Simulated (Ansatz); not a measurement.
# TiO2: pressure against volume scale

Results calculated with Ansatz 0.2.0, not measured. Periodic Kohn-Sham DFT of a crystal at fixed atoms, scaled to volume_scale times the given cell; pressure positive in compression, energy less spherical unpolarised free atoms, largest_vzz the field gradient of largest size among the nuclei.

The cell before it is scaled or strained (space group P4_2/mnm, No. 136):
```
CELL_PARAMETERS angstrom
4.59400 0.00000 0.00000
0.00000 4.59400 0.00000
0.00000 0.00000 2.95900
ATOMIC_POSITIONS crystal
Ti 0.00000 0.00000 0.00000
Ti 0.50000 0.50000 0.50000
O 0.30600 0.30600 0.00000
O 0.19400 0.80600 0.50000
O 0.69400 0.69400 0.00000
O 0.80600 0.19400 0.50000
```

Settings of every row: method frozen-core PAW; functional LDA; relativity scalar; k mesh 7x7x10; filling fermi-dirac; smearing width 0.05 eV; wave cutoff 420 eV; paw set soft_2.

Atom start moment: 0 on all atoms.

Limits: PAW files made with PBE.

```csv
row,volume scale,V (Å³/atom),pressure (GPa),largest V_zz (1e21 V/m^2)
1,0.94,9.784,8.265,-2.68
2,0.96,9.992,2.28,-2.605
3,0.98,10.2,-3.092,-2.531
4,0.99,10.304,?,?
5,1,10.408,-7.911,-2.465
6,1.01,10.512,-10.134,-2.427
7,1.02,10.616,-12.237,-2.395
8,1.04,10.825,-16.113,-2.331
9,1.06,11.033,-19.588,2.351
```

Question: what pressure should row 4 give?

Worked fit of pressure. Take u = (V_r/V)^(2/3) − 1 with V_r = 10.46 Å³ an atom, which is twice the finite (Eulerian) strain; such expansions in the strain, on which the Birch-Murnaghan equation of state is built, carry the rest volume and the bulk modulus. The shown rows have u = 0.04555, 0.03099, 0.01692, 0.00333, -0.0033, -0.00982, -0.02261, -0.03493. Least squares give pressure = −9.0366 + 334.757 × u + 960.75 × u² + 643 × u³ GPa; a parabola predicts inner rows, each left out in turn, worse (root mean square 0.012 against 0.007 GPa). The rows lie off it by -0.001, 0.001, 0.002, 0.000, -0.003, -0.005, 0.009, -0.003 (root mean square 0.004 GPa). The pressure vanishes at u = 0.0251, or V = 10.08 Å³ an atom, and there the bulk modulus at fixed shape and fractions is B = −V dP/dV = (2/3)(1 + u) dP/du = 263 GPa. Letting shape and atoms relax would as a rule lower it, by much in layered, chain or molecular crystals. The withheld row has u = 0.01007, so the fit gives −9.0366 + 334.757 × (0.01007) + 960.75 × (0.01007)² + 643 × (0.01007)³ = -5.568 GPa.

The calculation gave -5.567 GPa. The fit lies 0.001 GPa (0.0036 % of the column's range) below it, one unit of the last digit.

The other values of row 4: largest V_zz -2.497 1e21 V/m^2.
